**Four-state Potts logarithms in H/Ni(111) from thirteen levels**

At half a monolayer, hydrogen on Ni(111) forms a (2×2) honeycomb with four translational domains, and it disorders typically near 270 K. Translations, the threefold axis and the mirror planes permute the domains as $S_4$, so a continuous transition is four-state Potts. I will get its logarithms, and the general small-$y$ result, from two pairs of spins.

**General statement.** Take weight $e^{-S}$, $S=S^*+g\int d^2r\,a^{-y}\phi$, $y=2-x$, and $\phi(r)\phi(0)=r^{-2x}+b\,r^{-x}\phi(0)+\dots$ Raising the cutoff $a$ by $a\,dl$ removes close pairs worth $\tfrac12g^2\,2\pi b\,dl\int\phi$, which shifts $g$:
$$\frac{dg}{dl}=\beta(g)=yg-\pi bg^2,\qquad g^*=\frac{y}{\pi b},\qquad y_{IR}=\beta'(g^*)=-y.$$

**The model.** I take as given that the critical theory is $SU(2)_1$ ($c=1$) projected on states invariant under $\pi$ rotations about three axes, plus twisted sectors holding the order parameter. The currents obey $J^a(z)J^b(0)=\delta^{ab}/2z^2+i\epsilon^{abc}J^c/z$, likewise $\bar J$. The $S_4$-symmetric marginal field is $\phi=-N\,\mathbf J\cdot\bar{\mathbf J}$, and unit norm, $3N^2/4=1$, gives $N=2/\sqrt3$. On a cylinder of circumference $L$ the levels are $E=(2\pi/L)(x-c/12)$. Within the two degenerate multiplets below only the zero modes act, as spins $\mathbf S,\bar{\mathbf S}$ of length $s$ and total spin $j$:
$$\delta x=-2\pi gN\,\mathbf S\cdot\bar{\mathbf S},\qquad \mathbf S\cdot\bar{\mathbf S}=\tfrac12j(j+1)-s(s+1).$$
This is exact to first order in $g$, and $\delta x_i=2\pi b_ig$ defines the OPE coefficient $b_i$.

- Four levels, $s=\tfrac12$, $x=\tfrac12$: eigenvalues $-\tfrac34$ and $\tfrac14$. The singlet is the energy operator, $b_\varepsilon=3N/4=\sqrt3/2=0.866$.
- Nine levels $J^a_{-1}\bar J^b_{-1}|0\rangle$, $s=1$, $x=2$: eigenvalues $-2,-1,1$. The singlet is $\phi$ itself, $b=2N=4/\sqrt3=2.309$.

The shift of $\phi$'s own level, $2\pi bg$, is the $g$-dependent part of $2-\beta'(g)$, so the spectrum reproduces the quadratic term.

*Question: This model has $y=0$. Where is the weakly relevant operator?*

Continue to $q=4\cos^2(\pi/m)<4$. The tricritical point has $c_m=1-6/m(m+1)$, the critical point $c_{m-1}$, and they merge as $m\to\infty$. With $h_{r,s}=\{[(m+1)r-ms]^2-1\}/4m(m+1)$ and $x=2h$, the dilution field $\phi_{1,3}$ has $y=4/(m+1)$, so $y^2\approx4(4-q)/\pi^2$. The merged theory supplies $b$ up to relative order $1/m$.

**Central charge.** The first-order vacuum shift vanishes. With $z=e^{2\pi w/L}$ and $\hat g=g(L/2\pi a)^y$, second order gives
$$\delta E_0=-\frac{2\pi}{L}\,\pi\hat g^2I,\qquad I=\int\frac{d^2z\,|z|^{x-2}}{|1-z|^{2x}}=\pi\,\gamma(x/2)^2\gamma(1-x),$$
where $\gamma(v)=\Gamma(v)/\Gamma(1-v)$. The integral converges for $0<x<1$, and continuing in $x$ drops the bulk divergence. For small $y$, $I\to-\pi y/4$, so $E_0=-(2\pi/L)C/12$ gives $C=c-3\pi^2yg^2+\kappa bg^3$ in the running coupling, both terms being of order $y^3$ when $g\sim y$. The first-order shift vanishes at the infrared fixed point too, so $C'(g^*)=0$ and $\kappa=2\pi^3$. Then
$$c_{IR}=c-\frac{y^3}{b^2},$$
the result of Zamolodchikov and of Ludwig and Cardy (1987). Here $y^3/b^2=12/(m+1)^3\to12/m^3$.

**Comparison.** The flow arrives along $\phi_{3,1}$ of model $m-1$, with $y_{IR}=-4/(m-1)$, and $c_m-c_{m-1}=12/m(m^2-1)$. The energy operator goes from $\phi_{1,2}$ to $\phi_{2,1}$, with exact shift $3m/(m^2-1)$ against $2\pi b_\varepsilon g^*=3y/4$.

| $m$ | $q$ | $y$ | $y_{IR}$ exact | $y^3/b^2$ | $c_m-c_{m-1}$ | $3y/4$ | $\Delta x_\varepsilon$ exact |
|---|---|---|---|---|---|---|---|
| 6 | 3 | 0.571 | −0.800 | 0.0350 | 0.0571 | 0.429 | 0.514 |
| 20 | 3.902 | 0.190 | −0.211 | $1.30\times10^{-3}$ | $1.50\times10^{-3}$ | 0.143 | 0.150 |
| 100 | 3.996 | 0.0396 | −0.0404 | $1.16\times10^{-5}$ | $1.20\times10^{-5}$ | 0.0297 | 0.0300 |

*Question: At $m=6$, $12/m^3=0.0556$ is far closer than your 0.0350. Which is the prediction?*

Both, at this order. The ratio of the exact change to $y^3/b^2$ is $(m+1)^2/m(m-1)\approx1+3/m$, a relative correction of order $y$, which we dropped. Replacing $m+1$ by $m$ absorbs it, but only the next order could justify that.

**Back to the surface.** At $q=4$ put $u=\pi bg$. Since $2\pi b_\varepsilon g=2(b_\varepsilon/b)u=\tfrac34u$,
$$\frac{du}{dl}=-u^2,\qquad \frac{d\ln t}{dl}=\frac32-\frac34u,$$
$$u=\frac{u_0}{1+u_0l},\qquad t(l)=t_0e^{3l/2}(1+u_0l)^{-3/4}.$$
Stop at $t(l)=1$, where $\xi=ae^l$. For $u_0>0$, $\xi\sim t_0^{-2/3}|\ln t_0|^{1/2}$, and the singular free energy $\sim\xi^{-2}$ gives a specific heat $\sim t_0^{-2/3}/|\ln t_0|$, the logarithm of Nauenberg and Scalapino (1980). A fit over a narrow window returns the local slope
$$\nu_{\rm eff}=-\frac{d\ln\xi}{d\ln t_0}=\frac{1}{\tfrac32-\tfrac34u(l)}.$$

*Question: What is $u_0$ for hydrogen?*

Symmetry does not fix it. For $u_0<0$ the coupling runs away, which signals a first-order transition. Take the illustrative $u_0=0.5$, and let $a$ be the (2×2) cell edge, twice the approximate Ni spacing of 0.249 nm. At $\xi=100a\approx50$ nm, $l=4.605$, $u=0.151$ and the model's $\nu_{\rm eff}$ is 0.72. With the thermal field set equal to the reduced temperature, also an assumption, $t_0=2.4\times10^{-3}$, or 0.7 K from the transition. Whatever the positive $u_0$, $u<1/l=0.217$, so at this order $\nu_{\rm eff}$ lies between 0.67 and 0.75.

*Question: With $u_0=0.5$, is one loop enough?*

For two digits, barely. The known next term, $du/dl=-u^2-u^3/2$, lowers $u$ to 0.140 and leaves 0.72. A $u^2$ term in the thermal equation has size $u^2=0.023$ times a coefficient I have not computed. For a coefficient of one it moves $\nu_{\rm eff}$ by $\nu_{\rm eff}^2u^2\approx0.01$, against the model's excess of 0.05 over $2/3$.